# Solution key: surface Green's function of a discretised GaAs contact, cost against accuracy

**Problem.** A semi-infinite contact on a grid $a=1$ nm has slices of $M$ sites, a sparse block $H_{00}$ and a diagonal invertible coupling $V$. The mass is $m^*=0.067\,m_e$ (compiled value, Vurgaftman 2001). One mode is open, $E=50$ meV above its edge. Choose between recursion (A), decimation (B) and mode matching (C).

## (a) Exact result

With uniform mass and $B=0$ each transverse mode is a chain with hopping $-t$, $t=\hbar^2/2m^*a^2=0.5687$ eV, and site energy $\varepsilon_0=2t$ above the mode edge. Removing the end site leaves the same chain, so with $z=E+i\eta$

$$g=\frac{1}{z-\varepsilon_0-t^2g}.$$

Put $z-\varepsilon_0=-t(\lambda+1/\lambda)$, $\lambda=e^{i\kappa}$. The roots are $-\lambda/t$ and $-1/(\lambda t)$, and the retarded one has $|\lambda|<1$. For $\eta\to0^+$ inside the band, $E=\varepsilon_0-2t\cos ka$ with $0<ka<\pi$, and

$$g=\frac{E-\varepsilon_0-i\sqrt{4t^2-(E-\varepsilon_0)^2}}{2t^2}=-\frac{e^{ika}}{t}.$$

The surface density of states per spin, $-\mathrm{Im}\,g/\pi=\sin ka/\pi t$, is semi-elliptic in $E$. A continuation of the chain sees $\Sigma=t^2g=-te^{ika}$ and $\Gamma=-2\,\mathrm{Im}\,\Sigma=2t\sin ka=\hbar v/a$. Here $ka=0.2976$, $s\equiv\sin ka=0.2932$, $\Gamma=333.5$ meV, $v=5.07\times10^{5}$ m/s and the density is $0.164$ eV$^{-1}$.

## (b) Deviation of A and B

**A** iterates $g_N=(z-H_{00}-Vg_{N-1}V^\dagger)^{-1}$ from $g_0=0$, which builds an $N$-slice chain. For one mode $y_N=(tg_N+\lambda)/(tg_N+1/\lambda)$ gains a factor $\lambda^2$ per step from $y_0=\lambda^2$, hence

$$g_N=-\frac{\lambda}{t}\,\frac{1-\lambda^{2N}}{1-\lambda^{2N+2}}.$$

At $\eta=0$ nothing converges, since $|\lambda|=1$. For small $x=\eta/\Gamma$, $\kappa\approx ka+ix$. The broadening biases $g$ by the fraction $x$, and truncation adds $|\lambda|^{2N}|1-\lambda^2|\approx2s\,e^{-2Nx}$. The deviation $\delta=|g_N(E+i\eta)/g(E)-1|$ oscillates with $N$ under the leading-order envelope $x+2s\,e^{-2Nx}$, whose minimum is

$$x^*=\frac{\ln 4Ns}{2N},\qquad \bar\delta=\frac{1+\ln 4Ns}{2N}.$$

**B** (López Sancho, López Sancho and Rubio, 1985) starts from $\epsilon_s=\epsilon=H_{00}$, $\alpha=V$, $\beta=V^\dagger$ and eliminates every second slice. With $G=(z-\epsilon)^{-1}$,

$$\epsilon_s\to\epsilon_s+\alpha G\beta,\quad \epsilon\to\epsilon+\alpha G\beta+\beta G\alpha,\quad \alpha\to\alpha G\alpha,\quad \beta\to\beta G\beta .$$

Each step doubles the chain absorbed in $\epsilon_s$, so after $n$ steps $(z-\epsilon_s)^{-1}=g_N$ with $N=2^n$, and $\bar\delta$ falls roughly as $n\,2^{-n}$.

**C** works at $\eta=0$ and deviates only by rounding.

## (c) Work and memory per energy

The unit is $M^3$ complex multiply-adds ($8M^3$ real flops), which is one dense product or one inversion. Products with the diagonal $V$ cost $O(M^2)$ and are dropped, and savings from symmetric storage are ignored. Memory is in $M^2$ complex numbers. Always $W_A=N$ with memory 1 (inversion in place).

*Case I, $V=-T$ with $T$ real and positive* ($B=0$, mass allowed to vary across the slice). Then $\alpha=\beta$ throughout, and a step needs one inversion and two products. The first step and the final inversion cost 1 each, so $W_B=3n-1$, memory 5. For C, diagonalise the real symmetric $T^{-1/2}(E-H_{00})T^{-1/2}=U\,\mathrm{diag}(-2\cos\kappa_m)U^T$ and form $g=-T^{-1/2}U\,\mathrm{diag}(e^{i\kappa_m})U^TT^{-1/2}$. A typical count of $9M^3$ flops gives 1.1 units, and the real-by-complex product adds half a unit, so $W_C\approx1.6$, memory about 2.

*Case II, Peierls phases in $V$* (magnetic field). A step of B needs one inversion, $\alpha G$, $\beta G$ and four more products, so $W_B=7n-5$, memory 7. C solves $(E-H_{00})\psi_j=V\psi_{j+1}+V^\dagger\psi_{j-1}$ as a $2M\times2M$ transfer-matrix eigenproblem, keeps the $M$ outgoing or decaying modes as $\psi_{j+1}=F\psi_j$, and sets $g=(E-H_{00}-VF)^{-1}$. A typical Schur count, $25(2M)^3$ complex flops at two per multiply-add, gives $W_C\approx100$ to one figure, memory about 8.

## (d) Table

Each row uses $\eta=x^*\Gamma$, and $\delta$ comes from the closed $g_N$ with unrounded inputs.

| $n$ | $N=W_A$ | $W_B$ (I) | $W_B$ (II) | $\eta$ (meV) | $\bar\delta$ | $\delta$ |
|---|---|---|---|---|---|---|
| 4 | 16 | 11 | 23 | 30.6 | 0.123 | 0.058 |
| 5 | 32 | 14 | 30 | 18.9 | 0.0723 | 0.069 |
| 9 | 512 | 26 | 58 | 2.08 | $7.22\times10^{-3}$ | $5.9\times10^{-3}$ |
| 13 | 8192 | 38 | 86 | 0.187 | $6.21\times10^{-4}$ | $6.0\times10^{-4}$ |
| 15 | 32768 | 44 | 100 | 0.0537 | $1.76\times10^{-4}$ | $1.7\times10^{-4}$ |

Choices use $\bar\delta$, because a low $\delta$ such as the first is a cancellation that depends on the phase $2Nka$. For case II the deviations are carried over from $B=0$ and hold for weak fields only. A mode near its threshold has a smaller $\Gamma$, a larger bias at the same $\eta$, and demands more steps.

## (e) Choices

**Case I.** C is exact at about 1.6 units and is cheapest for every accuracy listed.

**Case II, cheapest for a target** (smallest $N$ or $n$ with $\bar\delta$ below it):

- $10^{-1}$: A with $N=22$ ($\bar\delta=0.097$) costs 22 against 30 for B. The margin is small, and A also needs the least memory.
- $10^{-2}$: B with $n=9$ costs 58 against 352 for A and about 100 for C.
- $10^{-3}$: B with $n=13$ costs 86, a tie with C within the uncertainty of $W_C$.
- $10^{-8}$: B needs $n=31$ ($\bar\delta=5.3\times10^{-9}$) and 212 units, so C.

**Case II, best within a budget:**

- 16 units: A with $N=16$, since B reaches only $n=3$, $N=8$.
- 60 units: B with $n=9$, since A reaches only $\bar\delta=0.044$.
- 150 units: C.

## (f) Limits of the model

On the grid $\Gamma^2=4tE-E^2$, while the parabolic continuum gives $\hbar v/a=2\sqrt{tE}$. The grid velocity is lower by $1-\sqrt{1-E/4t}=1.1\,\%$. This shift falls as $a^2$, while $M^3$ for a fixed cross-section grows as $a^{-6}$. Non-parabolicity, absent from the model, enters at order $E/E_g=3.3\,\%$ with $E_g=1.519$ eV (compiled value, Vurgaftman 2001). Both exceed $\bar\delta$ at $n=9$, so targets below $10^{-2}$ refine the model's $g$ without improving the description of GaAs, and in case II decimation with nine steps is the matched choice.